The computed pressure of cubic TiCo follows a rule with two constants to about 0.1 GPa, as long as the magnetic moment of the cell stays almost intact. At the most compressed row the moment has dropped by about a third, and the rule comes out 0.9 GPa too high. A second short term, for the outward push that a moment is expected to exert on the lattice, removes most of this error.

Ansatz 0.2.0, all-electron LAPW, PBEsol, scalar-relativistic, spins started antiparallel (Ti −1, Co +2): TiCo (Pm-3m, 2 atoms), with the given Materials Project cell scaled in volume at fixed shape. Basis error target 0.25 meV/atom, 11 × 11 × 11 k points, Fermi-Dirac smearing 0.03 eV. Pressure is positive in compression; energies are free energies, including the smearing entropy term.

```tsv
V/V(given)	volume (Å³/atom)	pressure, LAPW (GPa)	cell moment, LAPW (muB)	energy above the lowest row, LAPW (meV/atom)
0.9405	12.52	2.33	0.57	0.0
0.9800	13.05	-4.14	0.84	3.3
1.0000	13.31	-7.20	0.88	12.7
1.0200	13.58	-10.07	0.89	27.1
1.0600	14.11	-15.02	0.90	69.1
```

**The rule**

A metal becomes stiffer when it is squeezed, because the repulsion between neighbouring atoms and the kinetic energy of the confined electrons rise steeply. For many metals the bulk modulus, $B=-V\,dP/dV$, grows roughly as the inverse fourth power of the volume $V$. Integration then gives the pressure $P$ as

$$P = P_g + a\left[(V_g/V)^4-1\right],$$

where $V_g$ is the given volume, $P_g$ the pressure there and $a$ a quarter of the bulk modulus there. The fourth power needs only two squarings and a division.

The rows at 1.00 and 1.06 fix the constants: $P_g=-7.20$ GPa and $a=37.6$ GPa. Both rows have nearly the same moment, so its effect on the pressure is hidden in the constants. The rule therefore describes a lattice whose moment hardly changes.

**From 0.9405 to 0.98: the moment grows**

The top row took no part in fixing the constants. Squaring 0.9405 twice gives 0.782, whose inverse is 1.278, so that

$$P = -7.20 + 37.6\times 0.278 \approx 3.3\ \text{GPa}.$$

The table has 2.33 GPa. The calculated crystal resists compression less than the rule expects.

The likely cause is what a moment costs. To make one, electrons must leave minority-spin states for majority-spin states of higher band energy, and exchange pays for the transfer. When the atoms move apart, the d bands become narrower, their levels crowd together and the transfer becomes cheaper. A magnetic crystal can thus lower its energy by expanding, which means that its moment pushes outwards.

Compression weakens this push by reducing the moment. Part of the pressure that the squeezed lattice builds up is then cancelled, and the crystal looks soft. In the simplest expansion of the energy in the cell moment $M$, the leading term is proportional to $M^2$, with a factor that falls as the volume grows. Its volume derivative gives an outward pressure $kM^2$.

The size of $k$ can be found without assuming any shape for the pressure curve. The same volumes were also calculated with the PAW method, which gives slightly smaller moments and, in each row, a slightly lower pressure. At 1.02 and 1.06, where the two moments almost coincide, the pressures agree within 0.02 GPa; at the two smallest volumes they differ by 0.15 to 0.18 GPa. These two rows do not fall in the expected order: the larger pressure difference is at 0.98, where the squared moments differ less. A line through the origin, fitted to the five pairs, gives $k\approx 2.3$ GPa per squared Bohr magneton. The PAW files were made with another functional, PBE, and the two methods may differ in other ways too, so this is a rough size.

The correction counts only the change from the moment at the given volume. For the top row it is

$$2.3\times(0.57^2-0.88^2)\approx -1.0\ \text{GPa},$$

which brings the estimate down to about 2.2 GPa. This is close to the table, though not a fully independent success, because the pressure of this row also entered the fit of $k$.

The pressure passes through zero within this stretch, near 0.955 of the given volume. The top row is therefore slightly compressed, and the given cell is stretched. Energies deserve special care here. The energy change is minus the mean pressure times the volume change, and a mean pressure near zero is easily spoilt: the plain rule yields 1.3 meV/atom for the first step, against 3.3 in the table.

**From 0.98 to 1.00: the moment levels off**

Here the moment changes only from 0.84 to 0.88 Bohr magnetons, and the plain rule is already good. At 0.98 it lies 0.1 GPa above the table, on the same side as at the top row but by much less. The error has shrunk along with the loss of moment, as the magnetic explanation requires. This is weak support, since the rule is pinned to the table at 1.00 and any smooth misfit would shrink on the way there.

The pressure curve alone would not prove that explanation. A curve without any magnetic term, with its exponent left free and fitted to all five rows, also follows the pressures closely. Its exponent comes out at 2.4, low for a metal. The case for magnetism rests more on the pairs of runs at equal volume. Runs without spin polarisation, which would test it directly, are not part of the data.

**From 1.00 to 1.06: the moment is nearly constant**

The moment now stays close to 0.9 Bohr magnetons, and the reason is a matter of counting. The calculation treats 35 electrons per cell. If the minority spin filled exactly 17 bands, 18 electrons would be left for the majority spin and the moment would be one Bohr magneton. At 1.06 the minority spin holds 17.05 electrons, so it is almost there.

This filling is a natural stopping point. In compounds of this structure, the mixing of titanium and cobalt d states separates bonding from antibonding bands and leaves few states between them. Once the minority electrons above this dip have moved over, a larger moment would have to empty bonding states, which costs much more. The bands still overlap, so the dip is not a gap and nothing holds the moment at exactly one. In these rows a few minority electrons remain above the dip, which keeps it slightly lower.

The steady cell moment hides some local change: from 1.00 to 1.06 the moment on cobalt still grows by about a tenth, while titanium builds up a small opposite one. Any effect of this on the pressure is absorbed in the two constants.

With the cell moment settled, the plain rule works well. For the row at 1.02, which was not used to fix the constants, two squarings and a division give 0.924:

$$P=-7.20-37.6\times 0.076\approx -10.1\ \text{GPa}.$$

The table has −10.07 GPa. This is the easier test, since the row lies between the two that fixed the rule.

The energy of the step from 1.00 to 1.02 follows as well. The mean pressure is about −8.6 GPa, the volume grows by 0.27 Å$^3$ per atom, and 1 GPa Å$^3$ is about 6.2 meV. The product is roughly 14 meV/atom, as in the table. Far from zero pressure, a small error in the pressure hardly matters.

**How far the rule reaches**

With the magnetic term, the rule stays within about 0.1 GPa of the table in all five rows, as the output below shows. At 1.02 and 1.06 the term makes the match slightly worse, because the two constants were fixed without it. It was tested only for volumes between 0.94 and 1.06 of the given one, and it needs the moment as an input wherever the moment is changing. The moments of the compressed cells may also shift with the smearing and the mesh of k points, which was not tested. Moreover, all runs started from the same antiparallel arrangement of spins, and a magnetic calculation can settle in a state above the lowest one. A different moment in the top row would change the size of the magnetic correction there.

A further limit concerns the material itself. Stoichiometric TiCo is measured to be paramagnetic, whereas this density functional gives it an ordered moment; such functionals can overstate weak magnetism because they leave out spin fluctuations. If the softness under compression is magnetic, it is a property of the calculated ferromagnet, and the real compound need not share it.

Output of the analysis:

```
slope of the hand rule, GPa per unit of (Vgiven/V)^4: 37.61
bulk modulus of the rule at the given volume, GPa: 150.5
V/V(given) at zero pressure, interpolated in the table: 0.9547
V/V(given) at zero pressure, plain rule: 0.9572
fit of dP on 5 rows: coefficient of dM2 2.3 +/- 0.22; rms 0.0206, worst 0.98 -0.0362, leave-one-out rms 0.0393
LAPW less PAW at equal volume:
     row  pressure difference GPa  difference of squared moment muB^2  LAPW minority electrons beyond 17
  0.9405                    0.154                              0.0789                             0.2145
    0.98                   0.1832                             0.06394                            0.08189
     1.0                  0.03681                             0.01875                            0.06206
    1.02                  0.01529                            0.007939                            0.05583
    1.06                  0.00907                            0.004362                            0.04876
hand rule, GPa:
     row  (Vgiven/V)^4  slope times (x-1)  plain rule  plain rule less table  moment correction  corrected rule  corrected less table
  0.9405         1.278              10.46        3.26                 0.9302             -1.015           2.246              -0.08434
    0.98         1.084              3.166      -4.034                 0.1057            -0.1561           -4.19              -0.05043
     1.0             1                  0        -7.2                      0                  0            -7.2                     0
    1.02        0.9238             -2.864      -10.06               0.005609            0.05055          -10.01               0.05616
    1.06        0.7921              -7.82      -15.02                      0             0.1088          -14.91                0.1088
largest miss of the plain rule from 0.98 upwards, GPa: 0.1057
largest miss of the corrected rule, all rows, GPa: 0.1088
fit of P_LAPW on 5 rows: coefficient of r**(-s) 59.24 +/- 0.36, constant -66.45 +/- 0.36, s 2.438; rms 0.0493, worst 1.02 0.0764, leave-one-out rms 0.313
steps from the row above:
   row  mean bulk modulus GPa  same by plain rule GPa  energy step meV/atom  from table pressures meV/atom  from plain rule meV/atom  from corrected rule meV/atom
  0.98                  157.3                   177.3                   3.3                           2.97                      1.27                         3.192
   1.0                  151.5                   156.7                   9.4                          9.423                     9.335                         9.465
  1.02                  144.9                   144.6                  14.4                          14.35                     14.35                          14.3
  1.06                  128.7                   128.8                    42                           41.7                     41.69                         41.42
```
